**Low 4f³ levels of Sm⁵⁺: response to the Slater scale and to the P86 estimate**

The table holds twelve levels of 4f³ 5s² 5p⁶ from Dirac CI on exchange-only KLI orbitals with Breit and model QED terms, with their shifts when the valence Slater scale goes from 0.85 to 0.75 and when the P86 estimate is dropped. The program works out ratios, intervals and orders, and diagonalises the f³ matrix of scaled electrostatic repulsion plus spin-orbit coupling with the integrals of the base run, without parameters fitted to the table. Pure LS gaps give shifts of −1713 cm⁻¹ for ⁴F and ⁴S and −2692 cm⁻¹ for ⁴G, somewhat larger than the table's. Spin-orbit mixing gives the sign of the small ⁴I shifts and misses them by 5 to 21 cm⁻¹. For the excited terms the matrix leaves 78 to 222 cm⁻¹ of the shift and up to 3.3% of the tabulated energy unexplained. Because the integrals come from the same calculation, this is a decomposition of the CI result and not a test of it.

Levels of Sm5+ from radial Dirac CI 1: relativistic CI on Dirac orbitals in exchange-only KLI potentials, with zero-frequency Breit and model QED terms and a closed [Kr] 4d10 core. The base run scales the valence Slater integrals by 0.85 and adds a P86 correlation energy to each configuration. Energies are counted from 4f3 5s2 5p6 4Io J = 9/2, shifts from the base run.

## Analysis program

```python
# Table: lowest 4f3 levels of Sm5+ (cm-1), radial Dirac CI on KLI orbitals with Breit and model QED; shifts for
# Slater scale 0.85 -> 0.75 and without P86. Worked out: ratios, intervals, order; one parameter-free estimate:
# f3 matrix s*sum F^k f_k + zeta*sum l.s with the integrals of the base run (a decomposition, not a test of the CI).
T = {
    'level': ['4f3 5s2 5p6 4Io J=9/2', '4f3 5s2 5p6 4Io J=11/2', '4f3 5s2 5p6 4Io J=13/2', '4f3 5s2 5p6 4Io J=15/2', '4f3 5s2 5p6 4Fo J=3/2', '4f3 5s2 5p6 4Fo J=5/2', '4f3 5s2 5p6 4Fo J=7/2', '4f3 5s2 5p6 4So J=3/2', '4f3 5s2 5p6 4Fo J=9/2', '4f3 5s2 5p6 4Go J=5/2', '4f3 5s2 5p6 2Ko J=13/2', '4f3 5s2 5p6 4Go J=7/2'],
    'ls_weight': [95, 98, 99, 98, 91, 96, 84, 91, 74, 97, 98, 77],  # %
    'base': [0, 3005, 6109, 9246, 15757, 17465, 18777, 18943, 20624, 23743, 25003, 26319],  # cm⁻¹
    'shift1': [0, 49, 48, 2, -1622, -1549, -1604, -1664, -1537, -2449, -2396, -2325],  # cm⁻¹
    'shift2': [0, 0, 0, 0, 3, 3, 3, 0, 3, 6, 2, 5],  # cm⁻¹
}
import numpy as np, itertools as it, scipy.sparse as sp
from sympy.physics.wigner import wigner_3j as w3
# typed from further outputs of the same runs (table order): integrals, Breit and QED shares, weights at 0.75, g, IE
F = {2: 121938.7, 4: 77062.94, 6: 55602.52}; zeta = 1376.183
br = np.array([0, -301.34, -614.58, -931.1, 40.35, -165.44, -304.99, -211.38, -522.07, -1.4, -477.32, -313.42])
qed = np.array([0, 16.68, 32.1, 46.08, 5.4, 16.55, 21.37, 20.74, 33.13, 7.2, 20.69, 25.18])
w75 = [94, 98, 99, 97, 89, 95, 80, 89, 72, 97, 97, 72]
g = {0: 0.7341514, 4: 0.4415814, 8: 1.237855}; IE = (90.72541, 91.24116, 89.48261)
E, s1, s2 = (np.array(T[k], float) for k in ('base', 'shift1', 'shift2'))
tm = [x.split()[3] for x in T['level']]; js = [x.split('=')[1] for x in T['level']]
S = [(int(t[0])-1)/2 for t in tm]; L = ['SPDFGHIKL'.index(t[1]) for t in tm]; J = [int(j.split('/')[0])/2 for j in js]
nm = [t[:2]+j for t, j in zip(tm, js)]; n = len(nm)
m = np.arange(3, -4, -1); P = sp.lil_matrix((2744, 364))
for j, d in enumerate(it.combinations(range(14), 3)):
    for p, s in zip(it.permutations(d), (1, -1, -1, 1, 1, -1)):
        P[p[0]*196+p[1]*14+p[2], j] = s/6**0.5
P = P.tocsr()
lift = lambda a, b: 3*(P.T@sp.kron(sp.csr_matrix(np.kron(a, b)), sp.identity(196), format='csr')@P).toarray()
lz, lp = np.diag(m*1.0), np.diag(np.sqrt(12.0-m[1:]*(m[1:]+1)), 1)
sz, su, I2, I7 = np.diag([.5, -.5]), np.array([[0, 1.], [0, 0]]), np.eye(2), np.eye(7)
Lz, Lp, Sz, Sp = lift(lz, I2), lift(lp, I2), lift(I7, sz), lift(I7, su)
keep = abs(np.diag(Lz+Sz)-0.5) < 1e-9; cut = lambda A: A[np.ix_(keep, keep)]
sq = lambda z, p: cut(z@z+(p@p.T+p.T@p)/2)
SO = cut(lift(lz, sz)+(lift(lp, su.T)+lift(lp.T, su))/2); ES = 0
for k in F:
    for q in range(-k, k+1):
        c = [[float((-1)**abs(int(a))*7*w3(3, k, 3, 0, 0, 0)*w3(3, k, 3, -int(a), q, int(b))) if a == b+q else 0. for b in m] for a in m]
        t = lift(np.array(c), I2); ES = ES+0.5*F[k]*cut(t@t.T)
J2 = sq(Lz+Sz, Lp+Sp); w, U = np.linalg.eigh(sq(Lz, Lp)+100*sq(Sz, Sp))
pr = [U[:, abs(w-l*(l+1)-100*s*(s+1)) < 1e-5] for s, l in zip(S, L)]
def model(s, z):
    e, V = np.linalg.eigh(s*ES+z*SO); jj = np.diag(V.T@J2@V)
    wt = [((u.T@V)**2).sum(0)*(abs(jj-j*(j+1)) < 1e-2) for u, j in zip(pr, J)]
    return np.array([e[x.argmax()]-e[0] for x in wt]), np.array([100*x.max() for x in wt])
gap = np.array([np.trace(u.T@ES@u)/u.shape[1] for u in pr]); gap = gap-gap[0]; f = 0.10/0.85
(a, wa), (b, wb) = model(0.85, zeta), model(0.75, zeta); ms = b-a; ls = np.round(-0.1*gap)+0.0
print(f"energies in cm-1, table rounding 0.5; cut of the Slater integrals 0.10/0.85 = {100*f:.2f} %")
print("level, base, shift(0.75), % of base, base+shift/0.1176, shift(no P86), Breit, QED, weight % 0.85/0.75")
for i in range(1, n):
    print(f"{nm[i]:7s}{E[i]:7.0f}{s1[i]:7.0f}{100*s1[i]/E[i]:7.2f}{E[i]+s1[i]/f:7.0f}{s2[i]:4.0f}{br[i]:6.0f}{qed[i]:4.0f}  {T['ls_weight'][i]:.0f}/{w75[i]}")
print(f"lowest level {nm[0]}: weight {T['ls_weight'][0]:.0f}/{w75[0]} %, estimate {wa[0]:.0f}/{wb[0]:.0f} %")
print("estimate: level, pure-LS shift, shift with spin-orbit, table-estimate, energy, table-estimate, weights")
for i in range(1, n):
    print(f"{nm[i]:7s}{ls[i]:7.0f}{ms[i]:7.0f}{s1[i]-ms[i]:7.0f}{a[i]:8.0f}{E[i]-a[i]:7.0f}  {wa[i]:.0f}/{wb[i]:.0f}")
i1, i2 = abs(s1-ms).argmax(), abs(E-a).argmax()
print(f"worst shift {nm[i1]} {s1[i1]-ms[i1]:.0f}; worst energy {nm[i2]} {E[i2]-a[i2]:.0f} ({100*(E[i2]-a[i2])/E[i2]:.1f} %)")
print(f"unscaled LS gaps to 4I: 4F {gap[4]:.0f}, 4S {gap[7]:.0f}, 4G {gap[9]:.0f}, 2K {gap[10]:.0f}; 4G/4F {gap[9]/gap[4]:.3f} (33/21 = {33/21:.3f})")
print(f"table shift ratios: 4G5/2 to 4F3/2 {s1[9]/s1[4]:.3f}, 4G5/2 to 4F5/2 {s1[9]/s1[5]:.3f}")
print(f"integrals used as printed (scale 1): 4F3/2 at {model(1.0, zeta)[0][4]:.0f}, scale 0.85: {a[4]:.0f}, table {E[4]:.0f}")
Ju = np.array(J[1:4]); d0, d1 = np.diff(E[:4]), np.diff((E+s1)[:4])
print("4I intervals: base", d0.round(), "at 0.75", d1.round(), "change", (d1-d0).round())
print("4I interval/J upper:", (d0/Ju).round(), f"Lande zeta/3 = {zeta/3:.0f}, Lande intervals", (zeta/3*Ju).round())
print(f"4I width: table {E[3]:.0f}, less Breit and QED {E[3]-br[3]-qed[3]:.0f}, Lande {zeta/3*Ju.sum():.0f}, estimate {a[3]:.0f}")
h = model(0.75, zeta/2)[0]-model(0.85, zeta/2)[0]
print("estimate with zeta halved, 4I shifts:", h[1:4].round(1), "full zeta:", ms[1:4].round(1))
print("Breit as % of width: 4I", (100*br[1:4]/E[1:4]).round(1), f"4F3/2-9/2 {100*(br[8]-br[4])/(E[8]-E[4]):.1f}, 4G5/2-7/2 {100*(br[11]-br[9])/(E[11]-E[9]):.1f}")
print(f"4F width 3/2 to 9/2: base {E[8]-E[4]:.0f}, at 0.75 {E[8]+s1[8]-E[4]-s1[4]:.0f}")
print(f"4S3/2 above 4F7/2: base {E[7]-E[6]:.0f}, at 0.75 {(E+s1)[7]-(E+s1)[6]:.0f}, no P86 {(E+s2)[7]-(E+s2)[6]:.0f}")
print("g run / pure LS:", ", ".join(f"{nm[i]} {x:.3f}/{1.5+(S[i]*(S[i]+1)-L[i]*(L[i]+1))/(2*J[i]*(J[i]+1)):.3f}" for i, x in g.items()))
print(f"ionisation energy {IE[0]:.2f} eV; change at 0.75 {IE[1]-IE[0]:+.2f}, no P86 {IE[2]-IE[0]:+.2f} eV; largest level shift no P86 {s2.max():.0f} cm-1")
print(f"shift per 0.01 of scale, excited terms: {s1[4:].max()/10:.0f} to {s1[4:].min()/10:.0f}")
assert abs(s1[:4]).max() < 60 and (s1[:4] >= 0).all()
assert ((s1[4:]/E[4:] > -f) & (s1[4:]/E[4:] < -0.05)).all()
assert abs(s2).max() < 10 and (np.diff(E+s1) > 0).all() and (np.diff(E+s2) > 0).all()
```

Output:

```
energies in cm-1, table rounding 0.5; cut of the Slater integrals 0.10/0.85 = 11.76 %
level, base, shift(0.75), % of base, base+shift/0.1176, shift(no P86), Breit, QED, weight % 0.85/0.75
4I11/2    3005     49   1.63   3422   0  -301  17  98/98
4I13/2    6109     48   0.79   6517   0  -615  32  99/99
4I15/2    9246      2   0.02   9263   0  -931  46  98/97
4F3/2    15757  -1622 -10.29   1970   3    40   5  91/89
4F5/2    17465  -1549  -8.87   4299   3  -165  17  96/95
4F7/2    18777  -1604  -8.54   5143   3  -305  21  84/80
4S3/2    18943  -1664  -8.78   4799   0  -211  21  91/89
4F9/2    20624  -1537  -7.45   7560   3  -522  33  74/72
4G5/2    23743  -2449 -10.31   2927   6    -1   7  97/97
2K13/2   25003  -2396  -9.58   4637   2  -477  21  98/97
4G7/2    26319  -2325  -8.83   6557   5  -313  25  77/72
lowest level 4I9/2: weight 95/94 %, estimate 96/95 %
estimate: level, pure-LS shift, shift with spin-orbit, table-estimate, energy, table-estimate, weights
4I11/2       0     54     -5    3000      5  99/98
4I13/2       0     61    -13    6128    -19  99/99
4I15/2       0     23    -21    9313    -67  98/97
4F3/2    -1713  -1766    144   16253   -496  91/89
4F5/2    -1713  -1692    143   17983   -518  97/96
4F7/2    -1713  -1743    139   19330   -553  84/80
4S3/2    -1713  -1748     84   19195   -252  91/89
4F9/2    -1713  -1666    129   21132   -508  75/73
4G5/2    -2692  -2671    222   24522   -779  98/98
2K13/2   -2555  -2474     78   25459   -456  98/98
4G7/2    -2692  -2538    213   27042   -723  82/77
worst shift 4G5/2 222; worst energy 4G5/2 -779 (-3.3 %)
unscaled LS gaps to 4I: 4F 17129, 4S 17129, 4G 26917, 2K 25554; 4G/4F 1.571 (33/21 = 1.571)
table shift ratios: 4G5/2 to 4F3/2 1.510, 4G5/2 to 4F5/2 1.581
integrals used as printed (scale 1): 4F3/2 at 18881, scale 0.85: 16253, table 15757
4I intervals: base [3005. 3104. 3137.] at 0.75 [3054. 3103. 3091.] change [ 49.  -1. -46.]
4I interval/J upper: [546. 478. 418.] Lande zeta/3 = 459, Lande intervals [2523. 2982. 3440.]
4I width: table 9246, less Breit and QED 10131, Lande 8945, estimate 9313
estimate with zeta halved, 4I shifts: [15.8 20.3 11.7] full zeta: [54.4 60.8 22.9]
Breit as % of width: 4I [-10.  -10.1 -10.1] 4F3/2-9/2 -11.6, 4G5/2-7/2 -12.1
4F width 3/2 to 9/2: base 4867, at 0.75 4952
4S3/2 above 4F7/2: base 166, at 0.75 106, no P86 163
g run / pure LS: 4I9/2 0.734/0.727, 4F3/2 0.442/0.400, 4F9/2 1.238/1.333
ionisation energy 90.73 eV; change at 0.75 +0.52, no P86 -1.24 eV; largest level shift no P86 6 cm-1
shift per 0.01 of scale, excited terms: -154 to -245
```
